**Quintet–triplet gap of Bi₃⁺ against the share of exact exchange**

The table holds the adiabatic quintet minus triplet energy of Bi₃⁺ from unrestricted PBE with 0 to 50 % exact exchange in the def2-TZVP basis (Ansatz 0.2.0), without dispersion or spin–orbit coupling and at fixed structures. The program fits no physical model; it forms interval slopes and curvatures of the gap, splits them into triplet and quintet parts with the triplet energies of the same runs (0 to 35 %), and applies one parameter-free spin projection. The gap falls by 25.4 kJ/mol while its slope weakens from −0.78 to −0.31 kJ/mol per %, with a curvature that is constant within rounding. Both state energies are concave in the share and the triplet's more so, which accounts for the upward bend of the gap. The triplet's ⟨S²⟩ rises from 2.087 to 2.367, and the rough projection reduces the fall over 0 to 35 % from 20.8 to about 13 kJ/mol without removing the flattening.

Unrestricted Kohn–Sham calculations with Ansatz 0.2.0 for isolated Bi$_3^+$ in its triplet and quintet states, using PBE with a varying share of exact exchange and the def2-TZVP basis with def2 core potentials. Each state has its own fixed geometry (B3LYP-D4/def2-SVP for the triplet); the gaps include no dispersion correction or spin–orbit coupling.

## Script

```python
# Table: adiabatic quintet minus triplet gap of Bi3+ (kJ/mol), Ansatz 0.2.0, UKS PBE with a share of
# exact exchange, def2-TZVP, no dispersion, no spin-orbit, fixed B3LYP-D4/def2-SVP structures.
# Tested: sign, slope and curvature of the gap; which state relaxes more; size of spin contamination.
T = {
    'exact_exchange': [0, 5, 10, 15, 25, 35, 50],  # %
    'spin_gap': [124.5, 120.6, 117.0, 113.7, 108.1, 103.7, 99.1],  # kJ/mol
}
import numpy as np
from math import comb
from scipy import constants as C
ev = C.e * C.N_A / 1e3
a = np.array(T['exact_exchange'], float); g = np.array(T['spin_gap'], float)
# further outputs of the same runs, triplet only, 0-35 % (dispersion-free energy, <S^2>, levels in eV)
ET = np.array([-17519.2974, -17518.8047, -17518.3229, -17517.8519, -17516.9416, -17516.0729]) * ev
S2 = np.array([2.086847, 2.117769, 2.153394, 2.192824, 2.278619, 2.36669])
homo = np.array([-9.145868, -9.336049, -9.531591, -9.732055, -10.14526, -10.57043])
lumo = np.array([-9.581544, -9.434501, -9.28572, -9.135501, -8.831858, -8.52539])
v1 = np.array([-8.180785, -8.045056, -7.900981, -7.749141, -7.477611, -7.27085])
v2 = np.array([-7.977624, -7.879218, -7.78012, -7.680215, -7.426161, -7.085325])
# further outputs, 0-10 % only: top beta level; 5s-type levels (one of the pair, the single one)
hb = np.array([-10.20756, -10.3521, -10.50183])
pa = np.array([-162.530672, -163.821646, -165.112681]); pb = np.array([-162.471627, -163.756339, -165.040894])
sa = np.array([-162.327446, -163.603818, -164.87859]); sb = np.array([-162.33669, -163.617347, -164.896907])
# structures of the same runs (angstrom)
G = {'triplet': [[-1.32, -0.15, 1.31], [1.76, -0.62, -0.03], [-0.44, 0.77, -1.28]],
     'quintet': [[-1.15, -0.30, 1.50], [1.58, -0.63, 0.12], [-0.43, 0.93, -1.61]]}
for k, x in G.items():
    x = np.array(x); d = sorted(np.linalg.norm(x[i] - x[j]) for i, j in [(0, 1), (0, 2), (1, 2)])
    print(f"{k} sides (A): {d[0]:.2f} {d[1]:.2f} {d[2]:.2f}")
print(f"same-spin 6p pairs: triplet 5a/3b {comb(5,2)+comb(3,2)}, quintet 6a/2b (assumed) {comb(6,2)+comb(2,2)}")
print(f"gap {g[0]/ev:.2f} eV at 0 %, {g[-1]/ev:.2f} eV at 50 %; fall {g[0]-g[-1]:.1f} kJ/mol = {100*(1-g[-1]/g[0]):.1f} %")
print(f"slope kJ/mol per %: end to end {(g[-1]-g[0])/(a[-1]-a[0]):.3f}, least squares {np.polyfit(a, g, 1)[0]:.3f}")
h = np.diff(a); s = np.diff(g) / h
print("interval %: gap slope (kJ/mol per %), max rounding error for gaps given to 0.1")
for i in range(len(h)):
    print(f"  {a[i]:.0f}-{a[i+1]:.0f}: {s[i]:.3f} +-{0.1/h[i]:.3f}")
print(f"last slope / first slope {s[-1]/s[0]:.2f}; fall 0-25 % {g[0]-g[4]:.1f}, 25-50 % {g[4]-g[-1]:.1f} kJ/mol")
line = g[0] + s[0] * a
print("gap minus line of first slope (kJ/mol):", " ".join(f"{x:.1f}" for x in np.abs(g - line)))
curv = lambda x, y: np.diff(np.diff(y) / np.diff(x)) / ((x[2:] - x[:-2]) / 2)
cg = curv(a, g); err = (0.1 / h[:-1] + 0.1 / h[1:]) / ((h[:-1] + h[1:]) / 2)
cT = curv(a[:6], ET); cQ = curv(a[:6], ET + g[:6])
print("curvature, kJ/mol per %^2 (quintet energy = triplet energy + gap)")
for i in range(len(cg)):
    t = f", triplet {cT[i]:.4f}, quintet {cQ[i]:.4f}, ratio {cT[i]/cQ[i]:.2f}" if i < 4 else ", no triplet output at 50 %"
    print(f"  at {a[i+1]:.0f} %: gap {cg[i]:.4f} +-{err[i]:.4f}{t}")
sT = np.diff(ET) / h[:5]
print("triplet dE/da (kJ/mol per %):", " ".join(f"{x:.2f}" for x in sT))
print("quintet dE/da (kJ/mol per %):", " ".join(f"{x:.2f}" for x in sT + s[:5]))
w = (S2 - 2) / 4; gp = g[:6] * 4 / (6 - S2)
print("share %: triplet <S^2>, quintet weight %, rough projected gap, its shift (kJ/mol)")
for i in range(6):
    print(f"  {a[i]:.0f}: {S2[i]:.3f}, {100*w[i]:.1f}, {gp[i]:.0f}, +{gp[i]-g[i]:.0f}")
print(f"fall 0-35 %: table {g[0]-g[5]:.1f}, rough projected {gp[0]-gp[5]:.0f} kJ/mol")
print("rough projected slopes:", " ".join(f"{x:.2f}" for x in np.diff(gp) / h[:5]))
print("<S^2> rise per %:", " ".join(f"{x:.4f}" for x in np.diff(S2) / h[:5]))
print("empty beta minus alpha HOMO, 0-35 % (eV):", " ".join(f"{x:+.2f}" for x in lumo - homo))
print("spacing of two lowest empty alpha, 0-35 % (eV):", " ".join(f"{x:.3f}" for x in v2 - v1))
print("alpha LUMO minus beta HOMO, 0-10 % (eV):", " ".join(f"{x:.2f}" for x in v1[:3] - hb))
print("state gap, 0-10 % (eV):", " ".join(f"{x:.2f}" for x in g[:3] / ev))
print("5s-type alpha minus beta, pair, 0-10 % (eV):", " ".join(f"{x:+.3f}" for x in pa - pb))
print("5s-type alpha minus beta, single, 0-10 % (eV):", " ".join(f"{x:+.3f}" for x in sa - sb))
assert np.all(g > 0) and np.all(s < 0)
assert np.all(cg > err)
assert np.all(cT < cQ) and np.all(cQ < 0)
assert np.all(np.diff(S2) > 0)
```

Output:

```
triplet sides (A): 2.89 2.89 3.39
quintet sides (A): 3.08 3.08 3.42
same-spin 6p pairs: triplet 5a/3b 13, quintet 6a/2b (assumed) 16
gap 1.29 eV at 0 %, 1.03 eV at 50 %; fall 25.4 kJ/mol = 20.4 %
slope kJ/mol per %: end to end -0.508, least squares -0.510
interval %: gap slope (kJ/mol per %), max rounding error for gaps given to 0.1
  0-5: -0.780 +-0.020
  5-10: -0.720 +-0.020
  10-15: -0.660 +-0.020
  15-25: -0.560 +-0.010
  25-35: -0.440 +-0.010
  35-50: -0.307 +-0.007
last slope / first slope 0.39; fall 0-25 % 16.4, 25-50 % 9.0 kJ/mol
gap minus line of first slope (kJ/mol): 0.0 0.0 0.3 0.9 3.1 6.5 13.6
curvature, kJ/mol per %^2 (quintet energy = triplet energy + gap)
  at 5 %: gap 0.0120 +-0.0080, triplet -0.0421, quintet -0.0301, ratio 1.40
  at 10 %: gap 0.0120 +-0.0080, triplet -0.0417, quintet -0.0297, ratio 1.40
  at 15 %: gap 0.0133 +-0.0040, triplet -0.0408, quintet -0.0274, ratio 1.49
  at 25 %: gap 0.0120 +-0.0020, triplet -0.0401, quintet -0.0281, ratio 1.43
  at 35 %: gap 0.0107 +-0.0013, no triplet output at 50 %
triplet dE/da (kJ/mol per %): 9.51 9.30 9.09 8.78 8.38
quintet dE/da (kJ/mol per %): 8.73 8.58 8.43 8.22 7.94
share %: triplet <S^2>, quintet weight %, rough projected gap, its shift (kJ/mol)
  0: 2.087, 2.2, 127, +3
  5: 2.118, 2.9, 124, +4
  10: 2.153, 3.8, 122, +5
  15: 2.193, 4.8, 119, +6
  25: 2.279, 7.0, 116, +8
  35: 2.367, 9.2, 114, +10
fall 0-35 %: table 20.8, rough projected 13 kJ/mol
rough projected slopes: -0.60 -0.52 -0.44 -0.33 -0.20
<S^2> rise per %: 0.0062 0.0071 0.0079 0.0086 0.0088
empty beta minus alpha HOMO, 0-35 % (eV): -0.44 -0.10 +0.25 +0.60 +1.31 +2.05
spacing of two lowest empty alpha, 0-35 % (eV): 0.203 0.166 0.121 0.069 0.051 0.186
alpha LUMO minus beta HOMO, 0-10 % (eV): 2.03 2.31 2.60
state gap, 0-10 % (eV): 1.29 1.25 1.21
5s-type alpha minus beta, pair, 0-10 % (eV): -0.059 -0.065 -0.072
5s-type alpha minus beta, single, 0-10 % (eV): +0.009 +0.014 +0.018
```
